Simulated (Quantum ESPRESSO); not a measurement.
# Mn moments and magnetic energies of antiperovskite Mn3ZnN against added charge in LDA

In Mn3ZnN, nitrogen sits at the centre of an octahedron of manganese and zinc fills the corners of the cube, so the magnetism rests on Mn 3d states that are broadened by Mn–N and Mn–Mn bonding. Nitrides of this family couple magnetic order to volume, which makes them useful for controlling thermal expansion, and their electron count can be changed by substitution on the zinc site. The question is how the moments and magnetic energies respond when only the electron count changes. LDA runs at a fixed cell give the Mn moment for parallel and opposed (++-) starts. Charge is counted from the neutral cell, and each energy gain is taken against the run without spin polarisation at the same charge.

## Computational details

One system, Mn3ZnN (antiperovskite, Pm-3m), 5 atom(s) a primitive cell, from measured cells of the Crystallography Open Database. Quantum ESPRESSO 7.5, plane waves with GBRV 1.5 LDA pseudopotentials, cutoff 544 eV, Fermi-Dirac smearing of 0.14 eV, k meshes whose coarsest spacing along a reciprocal vector is 0.20 1/Å over all runs (2π included). Functional: LDA, no Hubbard U; collinear spins, no spin-orbit coupling. Atoms stay at fixed fractions of the cell and the mesh divisions are held. At each point the moments on Mn are started parallel, opposed (signs ++-) and without spin polarisation. Of the opposed order at the middle point, it reverses 5.33 of 8 magnetic neighbours at 2.76 Å and 0 of 6 magnetic neighbours at 3.90 Å. Runs that did not converge or carry a known fault are not listed. The same in all rows: metal or insulator in the run from the parallel start, judged by its smearing entropy or density of states at the Fermi energy (a gap under a few smearing widths counts as a metal): metal.

Notes on method and selection:

- Each state is what a run reaches from typed starting moments; only a few collinear orders were started, so the lowest found need not be the ground state. Spin-orbit coupling is left out of these energies, which are free energies at the smearing width. A magnetic atom is one that was given a starting moment.
- Site moments count the spin inside each program's own atomic sphere, so they depend somewhat on its radius and leave out the spin between the spheres.
- Quantum ESPRESSO sets the radius of an element's spheres to about 0.41 of its shortest distance to a neighbour.
- A measured moment is set beside the table only where the run ends ferromagnetic and the measured order is ferromagnetic too.
- Runs that did not converge, have known faults or may not be shown are not listed, and runs on Ansatz's PAW sets soft_1 and soft_2 are kept to separate tables.

Columns:

- added charge (e per magnetic atom): electrons added per magnetic atom (negative: removed), balanced by a uniform background.
- net moment (μB): net spin moment of that run per magnetic atom.
- moment, opposed (μB): largest site spin moment reached from the opposed start.
- gain, opposed (meV): energy of the run without spin polarisation less that of the run from the opposed start, per magnetic atom.
- moment (μB): largest site spin moment reached from the parallel start.
- magnetic energy gain (meV): energy of the run without spin polarisation less that of the parallel start, per magnetic atom (positive: magnetism is favoured).
- E(opposed) - E(parallel) (meV): energy of the run from the opposed start less that of the parallel start, per magnetic atom (positive: parallel is favoured); blank where a pattern was lost.

## Data

| member | added charge (e per magnetic atom) | net moment (μB) | moment, opposed (μB) | gain, opposed (meV) | moment (μB) | magnetic energy gain (meV) | E(opposed) - E(parallel) (meV) |
| --- | --- | --- | --- | --- | --- | --- | --- |
| −0.4 e | −0.4 | 2.52 | 2.54 | 250.9 | 2.24 | 229.1 | −21.7 |
| −0.2 e | −0.2 | 2.27 | 2.40 | 185.5 | 2.03 | 165.7 | −19.8 |
| −0.1 e | −0.1 | ? | 2.31 | 158.3 | ? | ? | ? |
| +0 e | 0.0 | 1.86 | 2.22 | 134.0 | 1.68 | 116.3 | −17.7 |
| +0.1 e | 0.1 | 1.66 | 2.13 | 112.0 | 1.50 | 99.3 | −12.7 |
| +0.2 e | 0.2 | 1.49 | 2.03 | 92.0 | 1.36 | 85.9 | −6.1 |
| +0.4 e | 0.4 | 1.25 | 1.80 | 57.0 | 1.14 | 64.5 | 7.6 |

Cells marked ? are withheld until the estimate has been made.

Least-squares fits to the members shown, with x = added charge (e per magnetic atom); R² and errors in the fitted variable (y, or ln y where the fit is in ln y):

| y | members | fit | R² | rms residual | leave-one-out rms | the same for the mean of the others |
| --- | --- | --- | --- | --- | --- | --- |
| moment (μB) | 6 | y = 1.674 − 1.443 x + 0.1158 x² | 0.99 | 0.035 | 0.14 | 0.45 |
| E(opposed) - E(parallel) (meV) | 6 | y = −16.47 + 36.04 x + 60.49 x² | 0.99 | 0.88 | 2.0 | 12 |

## Mechanism

Added electrons weaken the magnetism in both orders. From −0.4 e to +0.4 e the site moment of the parallel state falls from 2.24 to 1.14 μB, about a half, while the largest moment of the opposed state falls from 2.54 to 1.80 μB, under a third. The opposed state is ferrimagnetic with Mn moments of unequal size, and only the largest is tabled, so the two falls are not strictly alike.

The net moment shows where the electrons go. If every added electron entered a minority-spin state, the net moment would fall by 1 μB per electron. Between −0.4 e and −0.2 e the slope is (2.27 − 2.52) / 0.2 = −1.25 μB per electron, only a little steeper than that. Between −0.2 e and the neutral cell it is (1.86 − 2.27) / 0.2 = −2.05, so the majority spin must lose a good number of electrons as well: (0.20 − 0.41) / 2 = −0.105 electrons per Mn. This is the feedback expected of an itinerant magnet, in which a smaller moment reduces the exchange splitting and so moves further electrons from majority to minority states.

The energy gain of the parallel state follows the moment. Divided by the square of the site moment it stays between 40 and 50 meV/μB² in all six complete rows, although the gain itself falls by a factor of 229.1 / 64.5 = 3.55.

The opposed order loses its gain faster, by a factor of 250.9 / 57.0 = 4.40. It lies 17.7 meV per Mn below the parallel state in the neutral cell, but 7.6 meV above it at +0.4 e. A possible cause is the general tendency of d metals to favour antiparallel coupling near half filling and parallel coupling at higher filling. The verdict covers these two collinear orders only; nitrides of this family are known for non-collinear triangular order, which was not started.

The fixed cell probably exaggerates the response. Taken at face value, the computed pressure would make the relaxed cell larger than the relaxed neutral one when electrons are added and smaller when they are removed, and both changes would flatten the fall of the moment.

## An estimate before looking

Plain estimates from the members shown:

- −0.1 e, fit at x = −0.1: 1.82 μB
- −0.1 e, straight-line interpolation between −0.2 e and +0 e: w = (−0.1 − (−0.2)) / (0.0 − (−0.2)) = 0.500, so 2.03 + 0.500 × (1.68 − 2.03) = 1.85 μB

The missing parallel-state moment at −0.1 e lies midway between two calculated points, so local interpolation is preferable to the quadratic fit. At −0.2 e that fit gives 1.674 + 1.443 × 0.2 + 0.1158 × 0.04 = 1.967 μB where the run gives 2.03, and its estimate of 1.82 μB at −0.1 e carries part of the same shortfall.

The straight line gives 1.85 μB but ignores curvature. The site moment falls by 1.05 μB per electron between −0.4 e and −0.2 e and by 1.75 between −0.2 e and the neutral cell. The curve therefore bends downwards here, and its midpoint should lie slightly above the chord. A cubic through the four evenly spaced points from −0.4 e to +0.2 e includes this bend:

$$m(-0.1) = \frac{9\,(2.03 + 1.68) - 2.24 - 1.36}{16} = 1.862\ \mu_\mathrm{B}$$

The same formula tried on +0.1 e gives (9 × (1.68 + 1.36) − 2.03 − 1.14) / 16 = 1.512 μB, against 1.50 in the table. A cubic through the four points around the neutral cell, leaving that cell out, gives (4 × (2.03 + 1.36) − 2.24 − 1.14) / 6 = 1.697 μB, against 1.68.

The opposed moment at −0.1 e, 2.31 μB, is exactly the mean of its neighbours 2.40 and 2.22, so that order shows no sudden change at this filling. No further shift is applied. The two trial misses, 0.012 and 0.017 μB, set an error of about 0.02 μB.

**Committed estimate, −0.1 e: moment = 1.86 ± 0.02 μB.**

## How the estimate fared

| member | added charge (e per magnetic atom) | net moment (μB) | moment, opposed (μB) | gain, opposed (meV) | moment (μB) | magnetic energy gain (meV) | E(opposed) - E(parallel) (meV) |
| --- | --- | --- | --- | --- | --- | --- | --- |
| −0.1 e | −0.1 | 2.08 | 2.31 | 158.3 | 1.87 | 138.4 | −19.9 |

| member | estimate | moment (μB) | computed | estimate − computed | miss in error bars |
| --- | --- | --- | --- | --- | --- |
| −0.1 e | committed | 1.86 | 1.87 | −0.01 | 0.5 |
| −0.1 e | fit | 1.82 | 1.87 | −0.05 |  |
| −0.1 e | interpolation | 1.85 | 1.87 | −0.02 |  |

The estimate of 1.86 μB lies 0.01 μB below the computed 1.87 μB, half an error bar away. It did better than the straight line (1.85 μB) and the quadratic fit (1.82 μB), although its lead over the straight line is only 0.01 μB. The downward bend between −0.2 e and the neutral cell was real, and the fit fell short here as it had at −0.2 e.

The new net moment of 2.08 μB is consistent with the feedback between moment and exchange splitting. From −0.1 e to the neutral cell it falls by (2.08 − 1.86) / 0.1 = 2.2 μB per added electron, the steepest step in the series. Filling minority states alone would give 1, so majority states empty as well.

The energy gain divided by the squared site moment is 138.4 / 1.87² = 39.6 meV/μB², which puts the lower end of the range given earlier just under 40. That narrow range belongs to free energies at a smearing of 0.14 eV. Adding half of the electronic entropy term back to each free energy gives an estimate for zero smearing. Every gain then rises, in proportion most at +0.4 e, and the ratio to the squared moment varies much more along the series. The gain therefore follows the squared moment only loosely. Both orders also lose a smaller share of their gain than the factors 3.55 and 4.40 suggest, though the opposed order still loses the larger share.

The same estimate counts against the cause I proposed for the change of order. In the table the lead of the opposed order grows slightly as electrons are removed, from 17.7 meV in the neutral cell to 21.7 meV at −0.4 e. Without the entropy term it is largest around the neutral cell and −0.1 e and clearly smaller at −0.4 e. A tendency towards antiparallel coupling near half filling should have strengthened it there, so that tendency does not explain the series, and the cause remains open.

I also went too far in saying that the fixed cell probably exaggerates the response. That rested on the pressures of charged cells, which depend on how the average potential is fixed against the uniform background. They do not show whether a charged cell would expand or shrink, so relaxation could flatten or steepen the fall of the moment.

## Departures from the trend

Least-squares fits to the whole series, with x = added charge (e per magnetic atom); R² and errors in the fitted variable (y, or ln y where the fit is in ln y):

| y | members | fit | R² | rms residual | leave-one-out rms | the same for the mean of the others |
| --- | --- | --- | --- | --- | --- | --- |
| moment (μB) | 7 | y = 1.687 − 1.455 x + 0.03061 x² | 0.99 | 0.036 | 0.13 | 0.42 |
| E(opposed) - E(parallel) (meV) | 7 | y = −16.57 + 36.14 x + 61.22 x² | 0.99 | 0.83 | 1.7 | 11 |

Largest departures from the fit to the whole series:

| member | moment (μB) | fit | computed − fit | in rms residuals |
| --- | --- | --- | --- | --- |
| −0.2 e | 2.03 | 1.98 | +0.05 | 1.4 |
| +0.1 e | 1.50 | 1.54 | −0.04 | 1.2 |
| +0.2 e | 1.36 | 1.40 | −0.04 | 1.0 |
| −0.1 e | 1.87 | 1.83 | +0.04 | 1.0 |

No member stands out: the largest departure, +0.05 μB at −0.2 e, is 1.4 rms residuals. The signs do form a pattern, with the computed moment above the fit at −0.2 e and −0.1 e and below it at +0.1 e and +0.2 e. The moment falls fastest near the neutral cell and more slowly towards both ends, an S-shape that a parabola cannot follow.

## Summary

From −0.4 e to +0.4 e per Mn, each step of added charge lowers the largest Mn moment in both orders. Near the neutral cell, cubic interpolation between neighbouring points gives the parallel-state moment to about 0.02 μB.

For the free energies at 0.14 eV smearing and a fixed cell, a straight line between +0.2 e and +0.4 e puts the change from opposed to parallel order at 0.2 + 0.2 × 6.1 / (6.1 + 7.6) = 0.29 electrons per Mn. With three Mn in a cube of edge 3.90 Å, that is 3 × 0.29 / 3.90³ = 0.015 electrons per Å³, or roughly 1.5 × 10²² per cm³, a density for chemical substitution rather than a gate.

Three limits matter most. Triangular order could lie below both collinear orders, so the crossing found here need not be a change of ground state. The smearing shapes the magnetic energies: with its entropy estimated out, the crossing stays between +0.2 e and +0.4 e, but the lead of the opposed order shrinks towards −0.4 e instead of growing slightly. The cell is also held fixed. LDA would contract the neutral cell, which should lower its moment, while the effect of relaxation on the trend with charge is not known.
